Q: If I stretch a crystal of anatase, the same electrons fill a larger volume. Shouldn't its electronic dielectric constant simply fall?

A: That is half of the answer. Look at what r2SCAN gives when the cell is squeezed and stretched with its shape held fixed and the ions relaxed. The cell at 11.398 Å³/atom is the unstrained one, and the result of the most stretched cell is still hidden.

Anatase TiO₂ under equal strain along all cell edges, computed with Ansatz 0.2.0 using r2SCAN, PAW potentials, a plane-wave cutoff of 500 eV and an 8×8×8 k mesh, without spin polarisation. The ions were relaxed in each strained cell, then held fixed for the dielectric response.

```
volume (Å³/atom)     c/a  shortest distance (Å)  electronic dielectric xx  electronic dielectric zz
          10.084  2.5368                  1.848                     6.148                     5.403
          10.402  2.5367                  1.869                     6.143                     5.475
          10.727  2.5368                  1.890                     6.145                     5.553
          11.059  2.5368                  1.911                     6.149                     5.635
          11.398  2.5368                  1.933                     6.160                     5.721
          11.743  2.5368                  1.955                     6.172                     5.813
          12.095  2.5367                  1.976                     6.189                     5.907
          12.455  2.5368                  1.999                     6.208                     6.005
          12.821  2.5368                  2.017                         ?                         ?
```

Q: The entry zz is the response to a field along the c axis, and xx to a field across it?

A: Yes. Along c the constant rises at every known step, from 5.403 to 6.005. Across c it hardly moves. The shallow minimum of xx near 10.402 is smaller than the stated numerical error of about 0.02, so nothing in what follows will depend on it.

Q: So something works against the dilution. What is it?

A: Picture each electron as a charge on a spring. The softer the spring, the further a field displaces the charge. In quantum terms, a soft spring is a low excitation energy $E$ from filled to empty states, and the response of one electron goes as $1/E^2$. The number of electrons per volume goes as $1/V$, where $V$ is the volume per atom, so for the dielectric constant $\varepsilon$

$$\varepsilon-1\;\propto\;\frac{1}{V\,E^2}.$$

Q: Why should stretching soften the springs?

A: In TiO₂ the filled states near the gap are mainly oxygen 2p and the lowest empty ones mainly titanium 3d. When the ions move apart, the electrostatic potential that separates these levels weakens, and so does the overlap that pushes them further apart. That is the standard argument. The calculation agrees with it: the direct gap narrows by about 16% from 10.084 to 12.455, although the bands of the strained cells carry convergence warnings.

Q: Then which effect wins?

A: There is a simple break-even. If every edge grows by 1%, the volume grows by about 3%, so $E$ must fall by about 1.5% to keep $VE^2$ constant. Around the unstrained cell, the $E$ deduced from the table falls by 1.6% across c and by 2.4% along c. The first is almost exactly break-even, which matches a nearly flat xx. The second is well beyond it, which matches a rising zz.

Q: Is this $E$ a real energy level?

A: No, it is the dielectric constant rewritten with the dilution taken out. It averages over many transitions, and any change in their strength is hidden in it. It is useful because it varies smoothly with strain, and that lets us forecast.

Q: Why is the softening stronger along c?

A: Here I can offer only a plausible reading. Each titanium has four equatorial oxygens and two axial ones, the latter along c and further away in the known cells. From 10.084 to 12.455 the equatorial bonds stretch by about 8% and the axial ones by only 3%, so the six bond lengths become more even, although the bond angles move further from 90°. The response becomes more even too. So do the charges that titanium effectively carries when it moves: between 10.402 and 12.455 they go from 6.6 to 6.3 elementary charges across c and from 5.5 to 5.9 along it. Longer bonds alone don't explain it in the simplest picture, where each bond responds only along its own direction: the bonds across c stretch more, and yet the response along c gains more. I would expect the strength of the transitions, which our $E$ hides, to play a part.

Q: Before we forecast, something bothers me about the hidden row. The shortest distance grows by 0.023 Å in the step to 12.455, but only by 0.018 Å in the next. Does the structure change there?

A: Probably only the name of the shortest bond changes. If it were still equatorial, the geometry of anatase would put the axial bond at 2.034 Å, a sudden jump. Continuing the axial bond by its average step gives 2.018 Å, almost exactly the listed 2.017 Å. The crystal keeps its symmetry in this cell, so the slowly stretching axial bond has most likely become the shortest. I therefore expect a smooth continuation.

Q: Then let me work out zz at 12.821. How do I get $E$?

A: For each direction, a curve with a linear and a quadratic term in the strain was fitted to the eight known rows. With $s$ the change of the cell edge in percent, and $E$ in percent of its unstrained value, the curve along c is

$$E = 100 - 2.434\,s + 0.0228\,s^2.$$

Q: The edge has grown by $(12.821/11.398)^{1/3}-1$, which is 4.0%. That gives $E = 100 - 9.74 + 0.36 = 90.6$. Starting from the unstrained 5.721, I find

$$\varepsilon_{zz} = 1 + 4.721\times\frac{11.398}{12.821}\times\frac{1}{0.906^2} \approx 6.11.$$

A: Good. Without the last factor, dilution alone would have taken you down to about 5.2. The same steps across c give 6.23. Our forecasts are:

- xx rises slightly, to 6.23 ± 0.03.
- zz rises more, to 6.11 ± 0.03.
- xx stays above zz, by 0.12 ± 0.03.

Q: Where do the bars come from?

A: For each constant I allow 0.02 for the stated numerical error and 0.01 for going one step beyond the known cells. For the difference I keep the same width. These are judgements, not statistical intervals.

The withheld rows as computed:

```
volume (Å³/atom)     c/a  shortest distance (Å)  electronic dielectric xx  electronic dielectric zz
          12.821  2.5368                  2.017                     6.229                     6.106
```

Q: The computed values are 6.229 and 6.106, and they differ by 0.123. All three forecasts hold.

A: They do, and both constants were forecast too high, but by no more than 0.005. The bars were wide for this purpose. Much of the numerical error is probably common to neighbouring cells, so it shifts the whole series and hardly disturbs the trend.

Q: Did we need the curved term?

A: Along c, yes. A straight line for $E$ would have given 6.149, which is 0.043 too high and outside our bar. Measured against its unstrained value, $E$ along c falls by slightly less with each further step of strain, and the straight line misses that. Still, the hit shows that the trend continues smoothly; it does not prove why the two directions differ.

Q: I deposit oxide films. Can I use these constants for a capacitor?

A: Not for its capacitance. The ions were held still while the field acted, and in TiO₂ their motion adds a large part of the static constant. What you have here bears on the refractive index in the transparent range, which is roughly $\sqrt{\varepsilon}$. Even there, trust the trend more than the absolute value, because functionals of this kind usually make the gap too small and $\varepsilon$ too large. The trend itself was computed for equal strain along all edges, whereas a film clamped to its substrate generally changes its c/a as well.

Q: And what would settle the difference between the two directions?

A: Repeat the cells at 10.084 and 12.455 with the oxygens at the same fractional positions as in the unstrained crystal. All bonds would then stretch in the same proportion. If zz still rose so much faster than xx, the uneven stretch of the bonds could not be the main cause. If the two rose alike, it would be the prime suspect. The table leaves that open. The printed output below gives the fits and the forecasts.

Printed output of the fit:

```
fit of ex on 8 rows: constant 100 +/- 0.0061, coefficient of strain -1.604 +/- 0.002, coefficient of strain**2 0.00142 +/- 0.0009; rms 0.00918, worst 10.402 -0.0121, leave-one-out rms 0.0203
  rows outside the fit (model, value, miss): 12.821 93.62, 93.66, -0.0442
fit of ez on 8 rows: constant 100 +/- 0.0054, coefficient of strain -2.434 +/- 0.0018, coefficient of strain**2 0.02279 +/- 0.00079; rms 0.00813, worst 11.743 0.0139, leave-one-out rms 0.0183
  rows outside the fit (model, value, miss): 12.821 90.63, 90.66, -0.0356
fit of ez on 8 rows: constant 100.1 +/- 0.044, coefficient of strain -2.457 +/- 0.019; rms 0.105, worst 12.455 -0.169, leave-one-out rms 0.159
  rows outside the fit (model, value, miss): 12.821 90.29, 90.66, -0.378
growth of volume*(eps-1), xx, 10.084 to 12.455, percent: 24.95
growth of volume*(eps-1), zz, 10.084 to 12.455, percent: 40.4
fall of density, 10.084 to 12.455, percent: 19.04
fall of effective energy, xx, 10.084 to 12.455, percent: 10.54
fall of effective energy, zz, 10.084 to 12.455, percent: 15.6
fall of direct gap, 10.084 to 12.455, percent: 16.27
stretch of equatorial bond, 10.084 to 12.455, percent: 8.171
stretch of axial bond, 10.084 to 12.455, percent: 3.341
axial bond at 12.821 continued by the mean earlier step, Å: 2.018
axial bond at 12.821 if the shortest bond were equatorial, Å: 2.034
equatorial bond at 12.821 if the shortest bond is axial, Å: 2.021
xx less zz at 12.455: 0.203
forecast xx at 12.821 (bar 0.03 either way): 6.234
computed xx at 12.821: 6.229
forecast less computed, xx: 0.004938
forecast zz at 12.821 (bar 0.03 either way): 6.11
computed zz at 12.821: 6.106
forecast less computed, zz: 0.004016
straight-line rival for zz at 12.821: 6.149
forecast xx less zz at 12.821 (bar 0.03 either way): 0.1239
computed xx less zz at 12.821: 0.123
```
